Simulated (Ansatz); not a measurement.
# BP: the change of total energy with exact exchange and RPA energy with volume scale

RPA total energy (exact exchange plus RPA correlation) on Kohn-Sham orbitals over scaled volumes of the cell given; energies count from the value at scale 1 or the largest scale. The results are calculated, by Ansatz 0.2.0-dev.

The cell before it is scaled or strained (space group F-43m, No. 216):
```
BP
1.0
      0.0000     2.2690     2.2690
      2.2690     0.0000     2.2690
      2.2690     2.2690     0.0000
B P
1 1
Direct
  0.00000 0.00000 0.00000
  0.25000 0.25000 0.25000
```

Settings of every row: orbitals functional PBE; datasets norm_conserving; wave cutoff 1116 eV; k mesh 6x6x6; correlated electrons 8; response cutoff 250 eV; long wavelength term optical; core valence term semilocal.

Limits: core-valence exchange is approximate on these files; the count of empty bands follows the volume.

```csv
row,volume scale,V (Å³/atom),"total energy with exact exchange (eV, a cell)","RPA energy (eV, a cell)","energy of the functional (eV, a cell)"
1,0.92,10.747,0.1325,0.0739,0.1029
2,0.96,11.214,0.0396,0.0137,0.028
3,1,11.682,0,0,0
4,1.04,12.149,0.0052,0.0255,0.0109
5,1.08,12.616,?,?,?
```

Question: what total energy with exact exchange and RPA energy should row 5 give?

Worked fit of total energy with exact exchange. Take u = (V_r/V)^(2/3) − 1 with V_r = 11.448 Å³ an atom, which is twice the finite (Eulerian) strain; such expansions in the strain, on which the Birch-Murnaghan equation of state is built, carry the rest volume and the bulk modulus. The shown rows have u = 0.04303, 0.01386, -0.0134, -0.03885. Least squares give total energy with exact exchange = 0.01371 + 1.4263 × u + 31.035 × u² eV; a straight line predicts inner rows, each left out in turn, worse (root mean square 0.033 against 0.00037 eV). The rows lie off it by 0.0000, 0.0002, -0.0002, 0.0001. The withheld row has u = -0.06271, so the fit gives 0.01371 + 1.4263 × (-0.06271) + 31.035 × (-0.06271)² = 0.0463 eV.

The calculation gave 0.0477 eV. The fit lies 0.0014 eV (2.9 % of the value, 1.1 % of the column's range) below it; its largest miss of a shown row is 0.0002 eV. This row lies beyond the range of the fit.

Worked fit of RPA energy. Take u = (V_r/V)^(2/3) − 1 with V_r = 11.448 Å³ an atom, which is twice the finite (Eulerian) strain; such expansions in the strain, on which the Birch-Murnaghan equation of state is built, carry the rest volume and the bulk modulus. The shown rows have u = 0.04303, 0.01386, -0.0134, -0.03885. Least squares give RPA energy = 0.00153 + 0.4754 × u + 28.069 × u² eV; a straight line predicts inner rows, each left out in turn, worse (root mean square 0.03 against 0.00043 eV). The rows lie off it by -0.0001, 0.0002, -0.0002, 0.0001. The withheld row has u = -0.06271, so the fit gives 0.00153 + 0.4754 × (-0.06271) + 28.069 × (-0.06271)² = 0.0821 eV.

The calculation gave 0.0827 eV. The fit lies 0.0006 eV (0.73 % of the column's range) below it; its largest miss of a shown row is 0.0002 eV. This row lies beyond the range of the fit.

The other values of row 5: energy of the functional 0.0539 eV.
